## One symmetry, two kinds of nitrogen

Two rows in the table of solid nitrogen share the hexagonal space group 194. One lies 8 meV/atom above the lowest structure, the other 3877 meV/atom. The second looks like a misprint, the more so because it is the densest row of all, and a high density is easily taken as a sign of strong cohesion. It is no misprint, and finding out why leads to what holds nitrogen together.

Structures of solid nitrogen, computed with Ansatz 0.2.0 (plane-wave PAW DFT, r2SCAN, scalar-relativistic, cutoff 500 eV, no spin polarisation). Cell and atoms were relaxed at zero pressure within the symmetry of the starting structure. Energies are relative to the lowest structure, at 0 K without zero-point motion, and hold to 4 meV/atom for metals.

| found from | space group number | atoms in cell | volume per atom (Å³) | over lowest (meV/atom) |
| --- | --- | --- | --- | --- |
| database cell | 205 | 8 | 24.03 | 0.0 |
| database cell | 136 | 4 | 23.7 | 1.0 |
| database cell | 167 | 16 | 24.04 | 1.0 |
| I type | 64 | 4 | 24.09 | 2.0 |
| database cell | 194 | 4 | 25.8 | 8.0 |
| database cell | 194 | 2 | 6.95 | 3877.0 |
| Cu type | 225 | 1 | 7.52 | 4858.0 |

The space group tells how positions repeat, but not which atoms are bonded. The hexagonal cell with four atoms holds N₂ molecules; the one with two atoms holds single atoms, each with six nearest neighbours at about 1.9 Å and eight more at 2.4 to 2.6 Å. All seven rows divide in this way. The first five are packings of molecules, with band gaps of 7.9 to 8.3 eV in the same calculation, and the last two are metals made of separate atoms. Three explanations for the large step between the families deserve a hearing: the atoms are squeezed, they have the wrong number of neighbours, or they have lost a particular bond.

### Are the dense forms squeezed?

The tempting answer is compression. The atomic forms take up less than a third of the volume per atom of the molecular ones, and they cost thousands of meV more. Across the seven rows, energy and volume have a correlation of −0.99. Such a figure seems to settle the matter.

It doesn't, because the correlation comes from two distant clusters of points. A straight line fitted to all seven rows says that the energy should fall by about 144 meV/atom from the two-atom hexagonal cell to the slightly roomier Cu type. The calculation gives a rise of 981 meV/atom. Where the line can be tested inside the atomic family, it thus points the wrong way.

There is also a physical objection. A squeezed solid pushes outwards, and its energy drops when it is allowed to expand. These cells were relaxed to zero pressure; in the two-atom hexagonal cell the pressure that remains, multiplied by the volume, amounts to about 1 meV/atom. The small volume is therefore the size that this arrangement of atoms adopts by itself. Density and energy change together because both follow from the type of bonding: bonded atoms sit close together in every direction, whereas closed-shell molecules keep their distance.

### Do more neighbours bind better?

The second explanation comes from experience with metals, where an atom often gains by surrounding itself with many others. Here the order is reversed. An atom in N₂ has one close partner, in the two-atom hexagonal cell it has six, and in the Cu type twelve. The energy over the lowest structure rises along that sequence, from a few meV to about 3.9 and then 4.9 eV/atom.

Counting electrons shows what the extra neighbours cost. A nitrogen atom keeps two of its five valence electrons mainly as a lone pair and has three p electrons left for bonding, which makes one and a half electron pairs per atom. In the molecule, two atoms put their three pairs into a single contact. If only the nearest neighbours are counted, six of them make three contacts per atom, since each contact is shared by two atoms, and every contact receives half a pair. With twelve neighbours it receives a quarter.

The number of bonding electrons is the same in each case, but they are used less well. Nitrogen's 2p orbitals are compact, so they overlap well only at short distance. This holds above all for the sideways overlap that makes the second and third bonds of N₂. Three pairs in one contact pull the atoms to roughly 1.1 Å, the known bond length of the molecule, where both kinds of overlap are large. Half a pair leaves them at 1.9 Å and a quarter of a pair at 2.2 Å, where each electron gains far less. This argument rests on standard bonding theory; the computed distances and energies follow the order that it gives.

The band gaps fit the same picture. In N₂ the p electrons exactly fill the bonding levels, and the antibonding levels stay empty far above them. With six or twelve equal contacts, there are too few electrons to give each contact a pair of its own. The bonding and antibonding levels then merge into one partly filled band, and the solid is a metal. If the atoms moved together in pairs, these levels would separate again and the electrons would fill the lower ones.

### What does the lost bond cost?

The third explanation can be turned into an estimate. Suppose that an atom leaves its molecule and gains nothing in the solid. The cost per atom is then half the dissociation energy $D$ of N₂:

$$E_{\text{loss}} = \tfrac{1}{2}D .$$

With $D$ roughly 9.8 eV, a recalled measured value, this gives 4.9 eV/atom. The functional's own value of $D$ was not computed and may differ somewhat. The weak attraction between molecules is neglected, which is harmless on this scale. Neither atomic row was used to set the value, so both can test it.

For the two-atom hexagonal cell, the energy over the lowest structure is 3.9 eV/atom. The difference,

$$4.9\ \text{eV} - 3.9\ \text{eV} = 1.0\ \text{eV},$$

is the net binding, counted from a free atom, that the neighbours in the metal give back. Many long contacts thus replace only about a fifth of what one short triple bond provided. The estimate is too high by about a quarter of the computed energy, as it should be for a model that leaves out all new bonds.

For the Cu type, the estimate agrees with the computed value to within a tenth of an eV. It would be wrong to conclude that the atoms in this solid ignore each other. A free nitrogen atom has three unpaired electrons with parallel spins, an arrangement that lowers its energy, while these calculations kept all spins paired. The metal must first pay for that pairing and then earns it back through bonding, and in this row the two terms nearly cancel. Whether either of the two metals would lower its energy by developing magnetic moments was not tested.

The estimate thus gives the right size for the step between the families without being fitted to it. The line in volume reaches that size only by fitting, and the number of neighbours gives only an order. The output printed after the text lists the two misses of the estimate, together with the straight lines in volume.

Symmetry explains how such costly structures can survive a relaxation at all. The Cu type has one atom in its cell, so all atoms move together, and two neighbours on opposite sides of an atom always stay equally far from it. In the two-atom hexagonal cell, the symmetry likewise holds the atoms in place. The forces vanish by balance, and the cell may well be a saddle point from which pairing would lead downhill. The energies of these two rows are therefore the price of forcing these two arrangements on the atoms, and they don't show that either metal could exist at zero pressure. Nor do they give the lowest cost of doing without molecules: a network of single bonds, which the table doesn't contain, could cost less.

### Inside the molecular family

Once every atom has its triple bond, little is left to decide. The four lowest structures lie within about 2 meV/atom, and in one of them the last relaxation step alone shifted the energy by 0.4 meV/atom. Their order should be read as a tie. The calculation also lacks a correction for dispersion, the main attraction between such molecules, and it omits zero-point motion; either could rearrange these rows, though neither could close a gap of several eV.

The four-atom hexagonal cell stands slightly apart, at 8 meV/atom and with the largest volume. The cell holds only two molecules, and its symmetry places each of them on a threefold axis, so they must stand upright and parallel. The shape of the cell agrees: its height is 2.1 times its base edge, against about 1.6 for close-packed spheres. An N₂ molecule carries more negative charge at its ends than around its waist, so parallel neighbours side by side bring like charges together. In the lowest structure the molecules point along different diagonals of the cube and largely avoid this. That is a likely reason for the 8 meV/atom, but the calculation doesn't separate it from the effect of looser packing.

This value is also no verdict on the hexagonal phase that real nitrogen forms on warming. There the molecules change their orientation, and the resulting entropy stabilises the crystal. The computed cell is frozen in one ordered pattern at zero temperature.

For practical work the two energy scales call for different care. If solid nitrogen serves as the reference for the energy of a nitride, the choice among these five molecular packings changes the result by at most 8 meV per nitrogen atom at this level of calculation. Choosing a cell whose symmetry keeps the atoms from pairing, as in the last two rows, would shift it by about 4 to 5 eV. The first thing to check in any further candidate structure is therefore whether each atom has one partner at the distance of a triple bond; its density and space group come second.

Numerical output:

```
smallest band gap of the molecular rows, eV: 7.883
largest band gap of the molecular rows, eV: 8.318
mean volume per atom, molecular over atomic rows: 3.363
step from highest molecular to lowest atomic row, meV/atom: 3869
Cu type above six-neighbour form, meV/atom: 981
correlation of energy and volume, all rows: -0.9851
fit of E on 7 rows: constant 6166 +/- 413, coefficient of V -252.8 +/- 20; rms 342, worst Cu type -593, leave-one-out rms 634
change from six-neighbour form to Cu type by the all-row line, meV/atom: -144.1
fit of E on 5 rows (V > 15): constant -87.76 +/- 14, coefficient of V 3.705 +/- 0.59; rms 0.762, worst database cell 1.28, leave-one-out rms 2.82
  rows outside the fit (model, value, miss): database cell -62.01, 3877, -3939; Cu type -59.89, 4858, -4918
nearest distance in six-neighbour form, angstrom: 1.919
nearest distance in Cu type, angstrom: 2.199
bond-loss estimate less computed, six-neighbour form, eV/atom: 1.023
bond-loss estimate less computed, Cu type, eV/atom: 0.042
residual pressure times volume, six-neighbour form, meV/atom: 1.213
energy shift in last relaxation step of row 136, meV/atom: 0.4175
axis ratio of the four-atom hexagonal cell: 2.097
spread of the four lowest rows, meV/atom: 2
```
